**Transferability errors of a Cr$^{3+}$-referenced pseudopotential, by shell and spin**

The table holds all-electron excitation energies and all-electron-minus-pseudo errors for nine test states of Cr, from ld1.x with LDA-PZ, scalar-relativistic, for an RRKJ separable potential without core correction that has one bound s ghost. The program splits the errors into single-shell steps, tests second-order growth with occupation from Janak's theorem, extracts the spin-polarisation errors and checks the signs of the scattering phase errors of the same run. Adding 3d gives negative errors, with a $3d^5$ to $3d^4$ ratio of 4.20 against the expected 4, while adding 4s gives positive errors that the quadratic form overshoots by 107 meV on $3d^5$. The polarisation energy is too large by 25 % for $3d^3$ and 18 % for $3d^5 4s^1$, the largest errors in the table. The phase errors agree in sign with the step errors, which is a consistency check and does not separate the causes.

Calculated values. Tests of a norm-conserving separable RRKJ pseudopotential for Cr, made with ld1.x 7.5 (scalar-relativistic LDA-PZ; core [Ne]3s2, no core correction; radii s 1.95, p 0.85, d 1.6 bohr; d channel local). Energies are relative to the unpolarised reference ion 3p6 3d3 4s0 4p0 (charge +3); errors are all-electron minus pseudo. Spins follow Hund's rule in polarised rows.

## Analysis program

```python
# Table: ld1.x test of a Cr RRKJ pseudopotential (LDA-PZ, scalar-relativistic, no core correction, reference
# 3p6 3d3): all-electron energies relative to the reference (eV), errors all-electron minus pseudo (meV).
# Tested: error per shell step, second-order growth with occupation, spin error, signs of the phase errors.
T = {
    'test_configuration': ['3p6 3d5 4s1 4p0', '3p6 3d5 4s0 4p0', '3p6 3d4 4s0 4p0', '3p6 3d4 4s2 4p0', '3p6 3d5 4s0 4p1', '3p6 3d4 4s1 4p0', '3p5 3d5 4s1 4p0', '3p6 3d3 4s0 4p0', '3p6 3d5 4s1 4p0'],
    'test_spin_polarised': ['no', 'no', 'no', 'no', 'no', 'no', 'no', 'yes', 'yes'],
    'excitation_energy_all_electron': [-54.509, -47.369, -31.026, -54.567, -51.306, -46.257, -3.0402, -2.211, -59.426],  # eV
    'excitation_error': [50.56, -104.7, -24.94, 191.3, -164.6, 98.67, 151.8, 558.2, 926.2],  # meV
}
import numpy as np
from scipy.constants import physical_constants as pc
from scipy.integrate import trapezoid
Ry = pc['Rydberg constant times hc in eV'][0]
E, D, byq = {(6, 3, 0, 0, False): 0.0}, {(6, 3, 0, 0, False): 0.0}, {}
print("rounding of table: energies up to 0.5 meV, errors up to 0.05 meV")
print("configuration, spin, charge, all-electron eV, pseudo eV, error meV, error % of |energy|")
for c, s, e, d in zip(T['test_configuration'], T['test_spin_polarised'], T['excitation_energy_all_electron'], T['excitation_error']):
    k = tuple(int(w[2:]) for w in c.replace('_', ' ').split()) + (str(s).lower() in ('yes', 'true'),)
    E[k], D[k] = e, d
    q = 24 - 12 - sum(k[:4])
    if not k[4]:
        byq.setdefault(q, []).append(d)
    print(f"{c}  {s}  +{q}  {e:8.3f} {e-d/1e3:8.3f} {d:7.1f} {100*d/1e3/abs(e):6.2f}")
print("unpolarised error range: " + "; ".join(f"charge +{q}: {min(v):.1f} to {max(v):.1f} meV ({len(v)} rows)" for q, v in sorted(byq.items())))
u = lambda d, s, p=0, h=6: (h, d, s, p, False)
steps = [("add 3d to d3", u(3, 0), u(4, 0)), ("add 3d to d4", u(4, 0), u(5, 0)), ("add 3d to d4 s1", u(4, 1), u(5, 1)),
         ("add 4s to d4", u(4, 0), u(4, 1)), ("add 4s to d4 s1", u(4, 1), u(4, 2)), ("add 4s to d5", u(5, 0), u(5, 1)),
         ("add 4p to d5", u(5, 0), u(5, 0, 1)), ("remove 3p from d5 s1", u(5, 1), u(5, 1, 0, 5))]
st = {n: D[b] - D[a] for n, a, b in steps}
for n, a, b in steps:
    print(f"step {n}: all-electron {E[b]-E[a]:.3f} eV, error {st[n]:+.1f} meV, {0.1*abs(st[n]/(E[b]-E[a])):.2f} %")
r = D[u(5, 0)] / D[u(4, 0)]
print(f"error d5 / error d4 = {r:.2f} (second order: 4), exponent {np.log2(r):.2f}; 4 x d4 = {4*D[u(4,0)]:.1f} meV, miss {D[u(5,0)]-4*D[u(4,0)]:+.1f} meV")
hss = st["add 4s to d4 s1"] - st["add 4s to d4"]
hds = st["add 4s to d4"] - hss / 2
pred = 2 * hds + hss / 2
print(f"quadratic form from d4 rows: s-s term {hss:.1f}, d-s term {hds:.1f} meV")
print(f"  4s step on d5: predicted {pred:.1f}, table {st['add 4s to d5']:.1f}, miss {st['add 4s to d5']-pred:+.1f} meV")
g = 1e3 * (E[u(5, 1)] - E[u(4, 2)]); ge = D[u(5, 1)] - D[u(4, 2)]
print(f"unpolarised d5 s1 above d4 s2: all-electron {g:.0f} meV, pseudo {g-ge:.0f} meV, error {ge:.0f} meV")
sp = []
for n, d, s in (("d3", 3, 0), ("d5 s1", 5, 1)):
    a = E[(6, d, s, 0, True)] - E[u(d, s)]; x = D[(6, d, s, 0, True)] - D[u(d, s)]; M = d + s
    sp.append(x)
    print(f"spin {n}: all-electron {a:.3f}, pseudo {a-x/1e3:.3f} eV, error {x:.1f} meV, {-0.1*x/a:.1f} % too large")
    print(f"  Hund moment M = {M}: energy/M^2 {1e3*a/M**2:.0f} meV, error/M^2 {x/M**2:.1f} meV, error/(d moment)^2 {x/d**2:.1f} meV")
big = max(abs(v) for k, v in D.items() if not k[4])
print(f"largest unpolarised error {big:.1f} meV; spin errors are {sp[0]/big:.1f} and {sp[1]/big:.1f} times this")
# Further outputs of the same run, typed in: scattering phases (rad), 3d waves, levels
en = -7.04 + 0.48 * np.arange(21)
sa = np.array([1.3574, 1.3369, 1.3154, 1.2906, 1.2602, 1.2206, 1.1661, 1.0855, .9543, .7123, .2279, -.4768, -.962, -1.2052, -1.338, -1.4207, -1.4778, -1.5207, -1.555, -1.5842, -1.6105])
se = np.array([-.0253, -.0205, -.018, -.0166, -.016, -.0156, -.0153, -.0148, -.0134, -.0089, -.0007, -.0091, -.03, -.0463, -.0641, -.0904, -.1388, -.2551, -.7738, -2.4745, -2.8249])
pe = np.array([.0011, .0019, .0002, .0014, .0022, .0033, .005, .0077, .0125, .0217, .0416, .0894, .1946, .2467, .1566, .091, .0593, .043, .0337, .0281, .0245])
de = np.array([.0006, .0007, .0009, .0012, .0016, .0022, .0032, .0051, .0112, .0014, .0061, .0119, .0219, .0425, .0915, .2224, .4673, .4405, .2583, .16, .113])
print(f"s phase, rising intervals of 20: all-electron plus error {(np.diff(sa+se)>0).sum()}, minus error {(np.diff(sa-se)>0).sum()}")
for n, a in (("s", se), ("p", pe), ("d", de)):
    i, j = np.argmax(abs(a)), np.argmin(abs(a))
    print(f"{n} phase error: {(a>0).sum()} positive, {(a<0).sum()} negative; smallest {a[j]:.4f} rad at {en[j]:.2f} Ry, largest {a[i]:.4f} at {en[i]:.2f} Ry")
print(f"s phase change 1.12 to 2.56 Ry: all-electron {sa[20]-sa[17]:.2f} rad, error {se[20]-se[17]:.2f} rad")
print(f"4s level of reference ion -28.96 eV = {-28.95917/Ry:.2f} Ry; lowest s level {-15.19526*Ry:.1f} eV, {15.19526*Ry-28.95917:.1f} eV deeper")
rr = 0.195 * np.arange(1, 14)
wa = np.array([.2223, .6244, .8638, .9309, .8945, .8096, .7073, .6035, .5059, .4182, .3419, .2767, .2221])
wp = np.array([.0643, .3887, .8158, 1.0214, .9721, .8343, .7094, .6035, .5059, .4182, .3419, .2767, .2221])
I = lambda w: trapezoid(np.r_[0, w**4 / rr**2], np.r_[0, rr])
print(f"3d density pseudo/all-electron: {(wp[1]/wa[1])**2:.2f} at 0.39 bohr, {(wp[3]/wa[3])**2:.2f} at 0.78 bohr")
print(f"integral of squared 3d density, pseudo/all-electron, coarse 0.195 bohr grid: {I(wp)/I(wa):.2f}")
assert 1.7 < np.log2(r) < 2.3
assert all(v < 0 for n, v in st.items() if n.startswith("add 3d")) and all(v > 0 for n, v in st.items() if n.startswith("add 4s"))
assert min(sp) > big
assert (np.diff(sa + se) < 0).all() and (se < 0).all() and (pe > 0).all() and (de > 0).all()
```

Running it gives:

```
rounding of table: energies up to 0.5 meV, errors up to 0.05 meV
configuration, spin, charge, all-electron eV, pseudo eV, error meV, error % of |energy|
3p6 3d5 4s1 4p0  no  +0   -54.509  -54.560    50.6   0.09
3p6 3d5 4s0 4p0  no  +1   -47.369  -47.264  -104.7  -0.22
3p6 3d4 4s0 4p0  no  +2   -31.026  -31.001   -24.9  -0.08
3p6 3d4 4s2 4p0  no  +0   -54.567  -54.758   191.3   0.35
3p6 3d5 4s0 4p1  no  +0   -51.306  -51.141  -164.6  -0.32
3p6 3d4 4s1 4p0  no  +1   -46.257  -46.356    98.7   0.21
3p5 3d5 4s1 4p0  no  +1    -3.040   -3.192   151.8   4.99
3p6 3d3 4s0 4p0  yes  +3    -2.211   -2.769   558.2  25.25
3p6 3d5 4s1 4p0  yes  +0   -59.426  -60.352   926.2   1.56
unpolarised error range: charge +0: -164.6 to 191.3 meV (3 rows); charge +1: -104.7 to 151.8 meV (3 rows); charge +2: -24.9 to -24.9 meV (1 rows)
step add 3d to d3: all-electron -31.026 eV, error -24.9 meV, 0.08 %
step add 3d to d4: all-electron -16.343 eV, error -79.8 meV, 0.49 %
step add 3d to d4 s1: all-electron -8.252 eV, error -48.1 meV, 0.58 %
step add 4s to d4: all-electron -15.231 eV, error +123.6 meV, 0.81 %
step add 4s to d4 s1: all-electron -8.310 eV, error +92.6 meV, 1.11 %
step add 4s to d5: all-electron -7.140 eV, error +155.3 meV, 2.17 %
step add 4p to d5: all-electron -3.937 eV, error -59.9 meV, 1.52 %
step remove 3p from d5 s1: all-electron 51.469 eV, error +101.2 meV, 0.20 %
error d5 / error d4 = 4.20 (second order: 4), exponent 2.07; 4 x d4 = -99.8 meV, miss -4.9 meV
quadratic form from d4 rows: s-s term -31.0, d-s term 139.1 meV
  4s step on d5: predicted 262.7, table 155.3, miss -107.4 meV
unpolarised d5 s1 above d4 s2: all-electron 58 meV, pseudo 199 meV, error -141 meV
spin d3: all-electron -2.211, pseudo -2.769 eV, error 558.2 meV, 25.2 % too large
  Hund moment M = 3: energy/M^2 -246 meV, error/M^2 62.0 meV, error/(d moment)^2 62.0 meV
spin d5 s1: all-electron -4.917, pseudo -5.793 eV, error 875.6 meV, 17.8 % too large
  Hund moment M = 6: energy/M^2 -137 meV, error/M^2 24.3 meV, error/(d moment)^2 35.0 meV
largest unpolarised error 191.3 meV; spin errors are 2.9 and 4.6 times this
s phase, rising intervals of 20: all-electron plus error 0, minus error 4
s phase error: 0 positive, 21 negative; smallest -0.0007 rad at -2.24 Ry, largest -2.8249 at 2.56 Ry
p phase error: 21 positive, 0 negative; smallest 0.0002 rad at -6.08 Ry, largest 0.2467 at -0.80 Ry
d phase error: 21 positive, 0 negative; smallest 0.0006 rad at -7.04 Ry, largest 0.4673 at 0.64 Ry
s phase change 1.12 to 2.56 Ry: all-electron -0.09 rad, error -2.57 rad
4s level of reference ion -28.96 eV = -2.13 Ry; lowest s level -206.7 eV, 177.8 eV deeper
3d density pseudo/all-electron: 0.39 at 0.39 bohr, 1.20 at 0.78 bohr
integral of squared 3d density, pseudo/all-electron, coarse 0.195 bohr grid: 0.93
```
